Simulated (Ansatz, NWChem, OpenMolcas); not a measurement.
**A ladder of methods for SnH2Cl2 (SMILES [Cl][SnH2][Cl])**

The species is SnH2Cl2 (5 atoms), meant as a singlet with charge 0. As SMILES, `[Cl][SnH2][Cl]`. The shape is that of a PBE0-D4/def2-TZVP optimisation.

Each level gives the electronic atomisation energy (eV). The values are calculated. Electronic energies at fixed atoms, without zero-point motion or spin-orbit coupling.

```
                             level                    kind     program  value (eV)  less CCSD(T)/def2-SVPD  CPU time (all runs)
  M06-L/def2-SVPD (core potential)                meta-GGA  OpenMolcas       12.78                   +1.08                 51 s
 r2SCAN/def2-SVPD (core potential)                meta-GGA  OpenMolcas       12.38                   +0.68                 58 s
  BHLYP/def2-SVPD (core potential)           global hybrid  OpenMolcas       11.70                    0.00                 33 s
   PBE0/def2-SVPD (core potential)           global hybrid  OpenMolcas       12.12                   +0.42                 33 s
r2SCAN0/def2-SVPD (core potential)         hybrid meta-GGA      Ansatz       12.18                   +0.48                 25 s
  HSE06/def2-SVPD (core potential)  range-separated hybrid      Ansatz       12.12                   +0.42                 13 s
 B2PLYP/def2-SVPD (core potential)           double hybrid      Ansatz       11.89                   +0.19                 16 s
CCSD(T)/def2-SVPD (core potential)   coupled cluster or CI      NWChem       11.70                    0.00              3.6 min
```

Differences are taken from CCSD(T)/def2-SVPD (core potential) for orientation; it has basis-set and higher-order errors of its own. Correlated wave functions underbind in double-zeta sets. The values span 11.70 to 12.78 eV. In the correlated wave-function rows the outer d shell of Sn is correlated, in sets not made for it. Times are those of the runs behind each value, whatever else they computed, on shared processors of several kinds: orders of magnitude only.

All the density functionals bind SnH2Cl2 at least as strongly as coupled cluster does, the two semilocal ones most of all. Going from r2SCAN to r2SCAN0 lowers the atomisation energy from 12.38 to 12.18 eV, and BHLYP, with a large share of exact exchange, reaches 11.70 eV, probably because exact exchange removes the part of semilocal exchange that imitates left-right correlation in the bonds. That share does not order every row: M06-L lies well above r2SCAN though neither contains any, and B2PLYP stays above BHLYP. PBE0 and HSE06 agree at 12.12 eV, as expected where the bonds are compact and screening the long-range exchange matters little.

BHLYP's match with coupled cluster is no proof of accuracy. Functionals with so much exact exchange usually underbind, so the agreement suggests that both values are too low, and the smallest difference need not mark the best functional. Nor can a total atomisation energy show how the disagreement divides between the polar Sn–Cl bonds and the more covalent Sn–H bonds.
